**Question**

Device books give the ionisation coefficient as

$$\alpha=\frac{qF}{E_i}\exp\!\left[c-\sqrt{c^2+x^2}\right],\qquad x=\frac{E_i}{qF\lambda},\qquad c=0.217\left(\frac{E_i}{E_p}\right)^{1.14},$$

and credit it to Okuto and Crowell. Why is $qF/E_i$ an upper limit? How much of the exponential can be derived, and how much is a fit? How do the Shockley and Wolff forms come out of it, and which of them applies to 4H-SiC at 2 to 4 MV/cm?

**Answer**

The prefactor follows from energy conservation. The two limiting exponents follow from a simple transport model. The square root is an interpolation between them, and the numbers 0.217 and 1.14 are fitted constants. The steps below keep these three kinds of statement apart.

### Conventions and premises

$q>0$ is the elementary charge, $F$ the magnitude of a uniform field, $z$ the coordinate along the force on the carrier, and $\varepsilon$ the kinetic energy from the band edge. $\alpha$ is the mean number of ionisations that one tagged carrier makes per unit net displacement in $z$. After an event the tag passes to either of the two outgoing carriers of the same sign.

- **P1.** Semiclassical motion in a uniform, steady field, over a path long enough for the carrier's energy distribution to be stationary.
- **P2.** The carrier is hotter than the lattice, so it loses energy to phonons on average.
- **P3.** Ionisation needs $\varepsilon\ge E_i$, and the carrier restarts at $\varepsilon\approx0$.
- **P4** (sections 2 and 3 only). Parabolic isotropic band, constant mean free path $\lambda$, isotropic scattering, net loss $E_p$ per collision.

With phonon energy $\hbar\omega$ and occupation $n$, emission and absorption go as $n+1$ and $n$. The net loss per collision is then $E_p=\hbar\omega/(2n+1)=\hbar\omega\tanh(\hbar\omega/2k_BT)$, and $\lambda$ falls below its zero-temperature value by the same factor. Abbreviations are $r=E_i/E_p$, $y=E_p/qF\lambda=x/r$, and

$$\eta=\frac{\alpha E_i}{qF}=e^{-\phi}.$$

### 1. The energy bound

Between collisions $\hbar\dot{\mathbf k}=qF\hat z$, so $\dot\varepsilon=\mathbf v\cdot\hbar\dot{\mathbf k}=qF\dot z$ for any band shape. Sum over a path with net displacement $L$ that holds $N_i$ ionisations, each costing the tagged carrier $\bar E$ on average, and a net phonon loss $W$:

$$qFL=N_i\bar E+W+\Delta\varepsilon .$$

By P1, $\Delta\varepsilon/L\to0$. With $\alpha=N_i/L$,

$$qF=\alpha\bar E+\frac WL. \tag{1}$$

P2 gives $W\ge0$ on average and P3 gives $\bar E\ge E_i$, so

$$\boxed{\alpha\le \frac{qF}{E_i}},\qquad \phi\ge0. \tag{2}$$

If $\bar E=E_i$, then $\eta$ is the fraction of the field's work that goes into pairs. With $N$ phonon collisions per ionisation, (1) becomes

$$\eta=\frac{E_i}{E_i+NE_p}. \tag{3}$$

Two qualifications matter.

*Which energy is $E_i$?* Without P3, the tagged carrier loses the gap plus the kinetic energies of the two other particles, so only $\alpha\le qF/E_g$ is free of modelling. For parabolic bands with equal masses, the final kinetic energy at fixed total momentum $p$ is least when each of the three particles carries $p/3$. Then $E=E_g+3(p/3)^2/2m^*=E_g+E/3$, and the threshold is $\tfrac32E_g$. Each particle leaves with $E_g/6$, so the tagged one loses $\tfrac43E_g$, and P3 overstates the loss at threshold by a factor 1.125. In (2), $E_i$ is best read as an effective cost per pair.

*Which $\alpha$?* A multiplication experiment sees the growth rate $\gamma$ of a current. Let one carrier type ionise, let both outgoing carriers restart at zero, and let $h(s)$ be the distribution of net displacement between events, with mean $1/\alpha$. The density of restarts obeys $\psi(z)=2\int h(s)\psi(z-s)\,ds$, and $\psi\propto e^{\gamma z}$ gives

$$2\langle e^{-\gamma s}\rangle=1. \tag{4}$$

If phonon absorption is neglected, $s\ge d\equiv E_i/qF$, the dead space, so $\gamma\le\ln2/d$. The bound (2) holds for $\gamma$ with room to spare. Jensen's inequality, $\langle e^{-\gamma s}\rangle\ge e^{-\gamma/\alpha}$, gives $\gamma\ge\alpha\ln2$. For exponential $h$, (4) gives $\gamma=\alpha$, and $h$ can be near exponential only if $\alpha d=\eta\ll1$.

### 2. The exponent of the high-energy tail

The remaining task is $\phi$. At $\varepsilon\gg qF\lambda$ a flight is nearly straight. A flight of length $s$ and direction cosine $\mu$ changes the energy by $\Delta=qFs\mu$, where $s$ has density $e^{-s/\lambda}/\lambda$ and $\mu$ is uniform on $[-1,1]$. The density of collisions in energy obeys $\Psi(\varepsilon)=\langle\Psi(\varepsilon+E_p-\Delta)\rangle$, because a carrier that collides at $\varepsilon$ had its previous collision at $\varepsilon+E_p-\Delta$. Try $\Psi\propto e^{-\kappa\varepsilon}$ with $u=\kappa qF\lambda<1$:

$$e^{\kappa E_p}=\langle e^{\kappa\Delta}\rangle=\int_{-1}^{1}\frac{d\mu}{2}\,\frac{1}{1-u\mu}=\frac{\operatorname{artanh}u}{u}.$$

Since $\kappa E_p=uy$,

$$\frac{\operatorname{artanh}u}{u}=e^{uy},\qquad \kappa E_i=xu. \tag{5}$$

For large $r$ at fixed $y$, $\phi=xu$ up to logarithms.

*Weak field, $y\gtrsim1$.* The root moves to the pole at $u\mu=1$. From $\operatorname{artanh}u\simeq\frac12\ln[2/(1-u)]\simeq e^{y}$ one gets $1-u\simeq2\exp(-2e^{y})$. Hence

$$\phi\to\phi_S=x .$$

This is Shockley's lucky electron (1961): $e^{-x}$ is the chance of one flight of length $E_i/qF$ along the field without a collision. It gives $\ln\eta$ linear in $1/F$.

*Strong field, $y\ll1$.* Take the logarithm of (5), expand and divide by $u$:

$$y=\frac u3+\frac{13}{90}u^3+\dots \tag{6}$$

To leading order $u=3y$ and $\kappa E_i=k$, with

$$k=\frac{3E_pE_i}{(qF\lambda)^2}=\frac{3x^2}{r}.$$

This is Wolff's regime (1954): many collisions, diffusion in energy, $\ln\eta$ linear in $1/F^2$. The regimes meet at $qF\lambda\sim E_p$, that is at $x\sim r$ up to a numerical factor.

### 3. The diffusive regime with its prefactor

The tail argument gives no prefactor. In the diffusive regime, (3) supplies it once $N$ is known. The bending of the flights is needed now, because it produces the mean gain. From $\dot{\mathbf p}=qF\hat z$ and $\mu=p_z/p$ one has $\dot\mu=qF(1-\mu^2)/p$. With $ds=v\,dt$ and $pv=2\varepsilon$,

$$\Delta z=\mu s+\frac{qF(1-\mu^2)}{4\varepsilon}s^2+\dots$$

Use $\langle s^2\rangle=2\lambda^2$, $\langle\mu\rangle=0$ and $\langle\mu^2\rangle=\frac13$, and set $D=(qF\lambda)^2/3$. Then $\langle\Delta\rangle=D/\varepsilon$ and $\langle\Delta^2\rangle=2D$ to leading order.

Let $T(\varepsilon)$ be the mean number of collisions needed to reach $E_i$, treated as an absorbing wall. One step gives $T(\varepsilon)=1+\langle T(\varepsilon+\Delta-E_p)\rangle$. Expanding to second order, with $E_p^2\ll2D$,

$$DT''+\left(\frac D\varepsilon-E_p\right)T'=-1,\qquad T(E_i)=0 .$$

Put $w=-T'$ and $\kappa_0=E_p/D$, so that $\kappa_0E_i=k$. The equation reads $(\varepsilon e^{-\kappa_0\varepsilon}w)'=\varepsilon e^{-\kappa_0\varepsilon}/D$, and the solution regular at zero is

$$w=\frac{e^{\kappa_0\varepsilon}-1-\kappa_0\varepsilon}{D\kappa_0^2\,\varepsilon}.$$

Then $N=T(0)=\int_0^{E_i}w\,d\varepsilon$, and $NE_p=[S(k)-k]/\kappa_0$ with $S(k)=\int_0^k(e^t-1)\,dt/t$. Because $E_i=k/\kappa_0$, (3) gives

$$\eta_{\rm diff}=\frac{k}{S(k)},\qquad \frac{S(k)}{k}=\int_0^1\!\!\int_0^1e^{kab}\,da\,db. \tag{7}$$

The double integral follows by comparing power series, whose terms are $k^n/[(n+1)(n+1)!]$ on both sides. It is the moment-generating function of the product $ab$. Its logarithm $\phi_{\rm diff}$ is therefore convex and vanishes at $k=0$, so $\phi_{\rm diff}/k$ rises monotonically from the mean of $ab$, which is $\frac14$, towards its maximum, which is 1. Explicitly $\eta_{\rm diff}\simeq1-k/4$ at small $k$ and $k^2e^{-k}$ at large $k$.

Write the diffusive exponent as $\phi_W=x^2/2c$. Equating it to $\phi_{\rm diff}$ gives $c=rk/6\phi_{\rm diff}$, so

$$\frac r6<c<\frac{2r}{3}. \tag{8}$$

The model makes $c$ of order $E_i/E_p$ but lets it drift with field. A single constant is a compromise.

### 4. The interpolation

We want one function $\phi(x)$ with these properties.

1. $\phi\ge0$, so that (2) holds at every field.
2. $\phi\to x^2/2c$ at small $x$, which also makes $\eta\to1$ as $F\to\infty$.
3. $d\phi/dx\to1$ at large $x$.
4. $\phi$ lies below both $\phi_S$ and $\phi_W$. In (5) this is true of $xu$, since $u<1$ and $u<3y$: mixed histories add to the pure ones.

These conditions do not fix $\phi$. The Okuto–Crowell choice (1972) amounts to the rule

$$\frac{\phi}{\phi_W}+\left(\frac{\phi}{\phi_S}\right)^2=1\quad\Longleftrightarrow\quad\phi^2+2c\phi-x^2=0. \tag{9}$$

Both terms on the left are positive, so each is below 1 and condition 4 holds. The positive root is $\phi=\sqrt{c^2+x^2}-c$, and

$$\boxed{\alpha=\frac{qF}{E_i}\exp\!\left[c-\sqrt{c^2+x^2}\right]}. \tag{10}$$

Rule (9) is a postulate. The linear rule $\phi/\phi_W+\phi/\phi_S=1$ meets the same four conditions and gives $\phi=x^2/(x+2c)$. Nor does (9) reproduce (5). With $\phi=xu$ and $c=r/6$ it reads $y=u/[3(1-u^2)]=u/3+u^3/3+\dots$, whose cubic coefficient exceeds the $13/90$ of (6).

The constant $c=0.217\,r^{1.14}$ is the published fit, made so that (10) follows numerical Boltzmann-equation results of the kind Baraff obtained (1962). It is an input here and is not derived. It can be tested against (8): $c/r=0.217\,r^{0.14}$ lies between $\frac16$ and $\frac23$ for all $r$ from 1 to $3.0\times10^3$.

### 5. Limits, with exact remainders

*High field.* Rearranging (9),

$$\phi=\frac{x^2}{2c}-\frac{\phi^2}{2c}=\frac{x^2}{2c}-\frac{x^4}{8c^3}+\dots$$

So $\eta\simeq e^{-x^2/2c}$, and this approximation is low by the exact factor $e^{-\phi^2/2c}$. The exponent has small relative deviation for $x\ll c$. The coefficient $\alpha$ itself needs the absolute remainder small, $x^4\ll8c^3$, which is the stricter condition when $c$ is large. In this limit

$$\alpha=aF\exp[-(b/F)^2],\qquad a=\frac q{E_i},\qquad b=\frac{E_i}{q\lambda\sqrt{2c}},$$

the shape that device simulators commonly offer under the same two names. As $x\to0$, $\eta\simeq1-x^2/2c$ and the bound is approached from below.

*Low field.* Multiplying and dividing by $\sqrt{c^2+x^2}+x$,

$$\phi=(x-c)+\frac{c^2}{x+\sqrt{c^2+x^2}},$$

and the last term tends to $c^2/2x$ from below. So $\eta\to e^{c-x}$, and this approximation is always high. The condition $x\gg c$ secures the slope $d\phi/dx=x/\sqrt{c^2+x^2}\to1$. The value of $\alpha$ needs $x\gg c^2/2$, which is far stricter for $c\gg1$. For $x<c$ the form $e^{c-x}$ even breaks the bound. The factor $e^{c}$ belongs to the interpolation and not to the lucky-electron argument: the linear rule gives $e^{2c-x}$, and (5) gives $xu\to x$ with no such offset.

### 6. Local exponent

Define $m=d\ln\alpha/d\ln F$. Since $x\propto1/F$, $dx/d\ln F=-x$, and

$$m=1+x\frac{d\phi}{dx}=\boxed{1+\frac{x^2}{\sqrt{c^2+x^2}}}=1+\phi\,\frac{\phi+2c}{\phi+c}. \tag{11}$$

The last form uses (9) and $\sqrt{c^2+x^2}=\phi+c$. It shows that $1+\phi<m<1+2\phi$. The limits are $m\simeq1+x$ at low field, $m\simeq1+x^2/c$ at high field, and $m\to1$ at saturation. Because $\lambda$ enters only through $x$, also $d\ln\alpha/d\ln\lambda=m-1$.

The exponent sets the doping dependence of breakdown. Suppose both carriers' coefficients scale as $F^m$, so that their ratio is constant and local theory fixes $\int\alpha\,dz$ at breakdown. In a one-sided abrupt junction of doping $N_D$ the field falls linearly from $F_c$ with slope proportional to $N_D$. The integral goes as $F_c^{m+1}/N_D$, so $F_c\propto N_D^{1/(m+1)}$. The voltage is the area of the field triangle, $V_B\propto F_c^2/N_D\propto N_D^{-(m-1)/(m+1)}$. Since $m$ varies with field, this exponent is itself only local.

### 7. Range of validity

- The bound $\alpha\le qF/E_g$ needs P1 and P2 only. The bound with $E_i$ needs P3, or $E_i$ read as the mean cost per pair.
- Locality needs the field to vary slowly over the dead space $d$, and the high-field layer to be much thicker than $d$. A carrier injected hot into a thin layer can exceed (2) locally, since $\Delta\varepsilon$ in the energy balance no longer drops out.
- Identifying $\alpha$ with a multiplication coefficient needs $\eta\ll1$. Near saturation the two differ by up to a factor $\ln2$.
- Equation (7) needs $x\gg1$ and $3y\ll1$. It is also wrong at $\varepsilon\lesssim qF\lambda$, a fraction $1/x$ of the climb.
- Equation (10) is a fit to a P4 model. It holds no band structure, no anisotropy and no realistic soft threshold. $E_i$, $E_p$ and $\lambda$ are effective parameters, separate for electrons and holes. Extrapolation to $x\gg c$ tests the interpolation rule more than the physics.
- Band-to-band tunnelling and carrier–carrier scattering are left out.

### 8. Illustration: 4H-SiC, 2 to 4 MV/cm

The measured gap is 3.26 eV (compiled value, Deguchi 2016, temperature not stated). The other inputs are assumed: $E_i=\frac32E_g=4.89$ eV from the equal-mass rule, $E_p=0.10$ eV as the net loss, and $\lambda=1.7$ nm. Typical optical phonons of SiC lie at about 0.10 to 0.12 eV, and for 0.10 eV the thermal factor at 300 K is 0.96, which is inside that spread.

Then $r=48.9$, $c=18.29$ and $c/r=0.374$. The window (8) runs from 8.15 to 32.6. The entries below are computed without intermediate rounding.

| $F$ (MV/cm) | $qF\lambda$ (eV) | $x$ | $\phi$ | $\eta$ | $qF/E_i$ (cm$^{-1}$) | $\alpha$ (cm$^{-1}$) | $m$ | $d$ (nm) |
|---|---|---|---|---|---|---|---|---|
| 2 | 0.34 | 14.4 | 4.98 | 0.0069 | $4.1\times10^5$ | $2.8\times10^3$ | 9.9 | 24 |
| 3 | 0.51 | 9.59 | 2.36 | 0.094 | $6.1\times10^5$ | $5.8\times10^4$ | 5.5 | 16 |
| 4 | 0.68 | 7.19 | 1.36 | 0.26 | $8.2\times10^5$ | $2.1\times10^5$ | 3.6 | 12 |

At 3 MV/cm, (3) gives $N=r(1/\eta-1)=4.7\times10^2$ phonon collisions per pair. The model-free ceiling $qF/E_g$ is $9.2\times10^5$ cm$^{-1}$, and the local breakdown exponent $(m-1)/(m+1)$ is 0.69.

*Which limit applies?* The crossover $x=c$ lies at 1.57 MV/cm, so the whole range is on the Wolff side, with $b=4.76$ MV/cm.

| $F$ (MV/cm) | $x/c$ | $x^2/2c$ | $e^{-x^2/2c}/\eta$ | $3y$ | $u$ from (5) | $k$ | $\eta_{\rm diff}$ |
|---|---|---|---|---|---|---|---|
| 2 | 0.79 | 5.65 | 0.51 | 0.88 | 0.68 | 12.7 | $4.5\times10^{-4}$ |
| 3 | 0.52 | 2.51 | 0.86 | 0.59 | 0.52 | 5.64 | 0.090 |
| 4 | 0.39 | 1.41 | 0.95 | 0.44 | 0.41 | 3.17 | 0.34 |

The $1/F^2$ limit of (10) is fair at 4 MV/cm and low by about half at 2 MV/cm. The low-field form is unusable. At 2 MV/cm $c-x=+3.9$, which exceeds the bound, and $x=c^2/2$ is reached only at 0.17 MV/cm.

The diffusion result (7) is no reference here, because $3y$ is not small. At 2 MV/cm it lies a factor 15 below (10). The streaming that it neglects lowers the tail exponent by $x(3y-u)=2.9$, a factor 17, which is of the same size. At 3 and 4 MV/cm the two models are of the same order, with (7) above (10) at the highest field.

*Sizes of the neglected effects.*

- P3: at threshold the tagged carrier keeps 0.54 eV and loses 4.35 eV, not 4.89 eV.
- Dead space: take $h(s)$ as zero up to $d$ and exponential beyond, with mean $1/\alpha$. With $g=\gamma/\alpha$, (4) becomes $2e^{-g\eta}=1+g(1-\eta)$, and $g=0.83$ at 4 MV/cm.
- Sensitivity: raising $\lambda$ by 10 per cent multiplies $\alpha$ at 3 MV/cm by 1.5. Two figures in $\alpha$ describe the model for fixed inputs and nothing more.
- P1 and P4: the measured lattice constant along the hexagonal axis is $c_0=10.0848$ Å (compiled value, listed 2001, temperature not stated). The mean free path is 1.7 cells, and the potential drop over one cell at 3 MV/cm is 0.30 eV, above $E_p$. A carrier with the free-electron mass, assumed for scale, has only 0.37 eV at wave number $\pi/c_0$, so a climb to $E_i$ along that axis crosses several folded bands. At 2 eV the same carrier flies for 2.0 fs, and the broadening $\hbar/\tau=0.32$ eV also exceeds $E_p$. The single parabolic band with sharp phonon steps is a parametrisation in this material.

The numbers are the model's, not the material's. The value $\lambda=1.7$ nm was chosen so that the 3 MV/cm entry reproduces the typical room-temperature hole coefficient along the hexagonal axis, about $6\times10^4$ cm$^{-1}$, so that entry tests nothing. As typical knowledge, the model so tuned is too steep at the low end, falling below most published hole fits at 2 MV/cm by roughly a factor 2 to 3, and electron coefficients along this axis are typically an order of magnitude or more below the hole values, so the table does not describe electrons.